One gigapascal acting through one cubic ångström does about 6 meV of work. In a soft semiconductor such as PbTe, a few gigapascals therefore store only some tens of meV per atom, whereas taking the crystal apart into free atoms costs a few electronvolts per atom. Squeezing a crystal this gently explores only the very bottom of its energy well.

## Question

The table gives the energy and pressure of rocksalt PbTe at seven volumes, computed with a meta-GGA density functional for atoms at rest. Energy is counted from the minimum of a smooth curve fitted to the seven energies. Pressure is what must be applied to hold the crystal at the stated volume.

Rocksalt PbTe computed with DFTK 0.8.2, using plane-wave DFT with the rSCAN functional and no spin polarisation, spin–orbit coupling or dispersion correction. All rows share large-core GTH pseudopotentials made for PBE, a 707.5 eV cutoff, a 5×5×5 k mesh and Fermi–Dirac smearing of 0.05 eV. The cell is scaled at fixed shape and fractional coordinates.

```tsv
volume (Å³/atom)	energy (meV/atom)	pressure (GPa)
31.71	57.14	5.530
32.38	36.55	4.260
33.05	21.05	3.110
33.73	10.12	2.080
34.40	3.33	1.150
35.08	0.27	0.310
35.75	0.56	-0.450
```

(a) The energy falls from row to row as the crystal expands, but rises in the last row. Is that row out of line?

(b) Does the crystal become stiffer when it is squeezed, and if so, why?

(c) How much of the energy in the most compressed row would a spring of constant stiffness explain?

## Model answer

**(a)** The last row is in line with the others. Pressure is minus the slope of energy against volume, so a crystal under positive pressure lowers its energy by expanding. Between the last two rows the pressure passes through zero, from 0.31 to −0.45 GPa, and beyond that point the crystal has to be pulled to grow further. The energy must then rise.

The minimum thus lies between two rows, at 35.35 Å³ per atom. Row 35.08 falls short of it by 0.27 Å³, while the last row overshoots it by 0.40 Å³. The last row has the higher energy simply because it lies farther from the bottom of the well.

**(b)** The growing cost of each squeeze is not yet a sign of stiffening. Even an ideal spring costs more with every equal step, because each step works against the force built up by the earlier ones. The sign to look for is in the pressure: with constant stiffness, equal steps in volume would add nearly equal amounts of pressure. Here the first step of compression below row 35.08 adds 0.84 GPa and the last adds 1.27 GPa.

The bulk modulus puts this into one number. It is B = −V·dP/dV, where V is the volume and P the pressure, and it tells how much pressure a given fractional change of volume requires. Taken from neighbouring rows, it rises from 40 GPa at the expanded end to 60 GPa at the compressed end. Over the same range the bonds shorten by only 3.3 %.

The reason begins with geometry. In rocksalt every atom has six neighbours at one and the same distance, and symmetry holds each atom at the centre of its six contacts. A uniform squeeze cannot be taken up by bending bonds or tilting groups of atoms, so every contact must shorten. The modulus therefore measures how strongly the crystal resists a shortening of its Pb–Te contacts, with all longer distances shrinking in step.

That resistance comes from a contest between two forces. Attraction, partly between unlike charges and partly from shared p electrons, changes the more gently with distance. Repulsion sets in where the filled shells of neighbouring atoms overlap. The Pauli principle forbids their electrons to share the same states, which forces up their kinetic energy. Because the outer tails of the shells fade almost exponentially, this repulsion grows very quickly as the atoms approach.

At the minimum the two forces cancel, but their contributions to the stiffness do not. Repulsion makes the well curve upwards, and attraction takes away part of that curvature. On compression the repulsive part grows faster than the attractive part, so a shrinking share is cancelled. The net stiffness then grows by an even larger factor than the repulsive part alone, which adds to the effect of a small change in bond length.

This division into attraction and repulsion is the argument of bonding theory; the calculation gives only their sum. What the numbers themselves show is the result: averaged over the range, each percent taken off the bond length raises the modulus by about 13 %. The same reasoning should carry over to other crystals in which filled shells meet and symmetry leaves no way to shrink except by shortening the bonds, as long as the squeeze does not change the electronic state.

**(c)** Suppose that the crystal behaved as an ideal spring, with the slope of pressure against volume fixed at its value at the minimum. The pressure would then grow in proportion to the compression, P = −B₀(V − V₀)/V₀, where V₀ and B₀ are the volume and bulk modulus at the minimum. Adding up the work done against this pressure gives a parabola:

E = B₀(V − V₀)² / (2V₀)

The fitted curve supplies V₀ = 35.35 Å³ per atom and B₀ = 40.1 GPa. For the most compressed row, V − V₀ is 31.71 − 35.35 = −3.64 Å³, and its square is 13.2 Å⁶. The energy is then 40.1 × 13.2 / (2 × 35.35) = 7.5 GPa·Å³, or about 47 meV per atom.

The table has 57 meV. The spring of constant stiffness thus explains about four fifths of the energy, and the remaining 10 meV, or 18 % of the computed value, is the price of the stiffening. The shortfall shrinks quickly towards the minimum and is below 1 meV at row 33.73. The printed output after this text lists it row by row.

## Remarks on the reasoning

**On part (a).** A candidate who sees a column turn round may suspect a change of electronic state or a failed calculation. The pressure column decides the matter, since a turning point in energy must coincide with a zero of pressure, and it does. A jump to another state would also be expected to disturb the pressure steps, but these shrink evenly all the way through.

**On part (b).** An answer that stops at "repulsion is steep" explains why the crystal resists compression and why its resistance grows, but not the whole of that growth. The full answer needs the second half of the argument: attraction fails to keep pace, so it offsets less and less of the repulsive curvature.

**On part (c).** The parabola is not an independent prediction. Its two constants come from a curve fitted to all seven energies, including the row worked out above. What it tests is one assumption, constant stiffness, and the test is sharp only on the compressed side. Only one row lies beyond the minimum, and there the parabola and the computed energy differ by only about one unit in the last printed digit. How far PbTe softens when stretched further is not shown by these rows.

**On quoting a modulus.** A good candidate notices that a modulus means little without its volume. The cell from which the volumes were scaled is row 33.73, and it is not at rest: holding it there takes 2.08 GPa. Its modulus is about 49 GPa, against 40 GPa at the computed minimum. Anyone who puts the stiffness of one volume into a stress estimate for the other is wrong by about a fifth.

This matters for the comparison with experiment. As roughly recalled, the measured bulk modulus is about 40 GPa and the measured bond length about 3.2 Å. The calculation reaches that modulus only at a volume 4.8 % above that of row 33.73, whose bonds have nearly the measured length. The right stiffness at the wrong volume is weak support for a method.

Several features of the calculation could lie behind the excess volume. The functional is one. Another is the set of potentials, which were made for a different functional and leave lead only four active electrons. Spin–orbit coupling, which is strong in both elements, is left out, and the program warned that the kinetic-energy density used by the functional falls below its lower bound somewhere in the cell. None of these was varied, so the blame cannot be shared out among them. The missing thermal motion is not a suspect, since heat would expand the crystal further. The open question is whether a calculation that puts the minimum at the measured bond length would still give a modulus near 40 GPa, or one closer to 49.

Numerical output:

```
Steps from the row above to this row:
    row  energy change (meV/atom)  pressure change (GPa)  mean pressure from energy change (GPa)  bond length at mid-step (angstrom)  bulk modulus at mid-step (GPa)
  32.38                    -20.59                 -1.272                                    4.89                               3.176                           60.41
  33.05                     -15.5                 -1.146                                   3.681                               3.198                           55.58
  33.73                    -10.93                 -1.033                                   2.596                                3.22                           51.12
   34.4                     -6.79                -0.9312                                   1.613                               3.242                           47.02
  35.08                     -3.06                -0.8395                                  0.7268                               3.263                           43.23
  35.75                      0.29                -0.7567                                -0.06888                               3.284                           39.73
Energy against a parabola of constant curvature:
    row  bond length (angstrom)  computed energy (meV/atom)  parabola (meV/atom)  computed less parabola (meV/atom)
  31.71                   3.165                       57.14                47.03                              10.11
  32.38                   3.187                       36.55                31.23                              5.316
  33.05                   3.209                       21.05                18.66                              2.388
  33.73                   3.231                       10.12                9.309                             0.8109
   34.4                   3.252                        3.33                3.176                             0.1536
  35.08                   3.274                        0.27               0.2636                            0.00641
  35.75                   3.294                        0.56               0.5707                           -0.01067
Volume at zero pressure by interpolation between the last two rows (angstrom^3/atom): 35.35
Distance of row 35.08 from the fitted minimum (angstrom^3/atom): 0.273
Distance of row 35.75 from the fitted minimum (angstrom^3/atom): 0.4016
Bond shortening from the last mid-step to the first (percent): 3.281
Rise of the bulk modulus over the same range (percent): 52.06
Power of inverse bond length that joins the first and last modulus: 12.56
Part of the energy of row 31.71 that the parabola misses (percent): 17.7
Bulk modulus at the given cell from the mean of the two steps around it (GPa): 49.07
Excess of that modulus over the fitted one at the minimum (percent): 22.45
Excess of the fitted volume over the given one (percent): 4.809
```
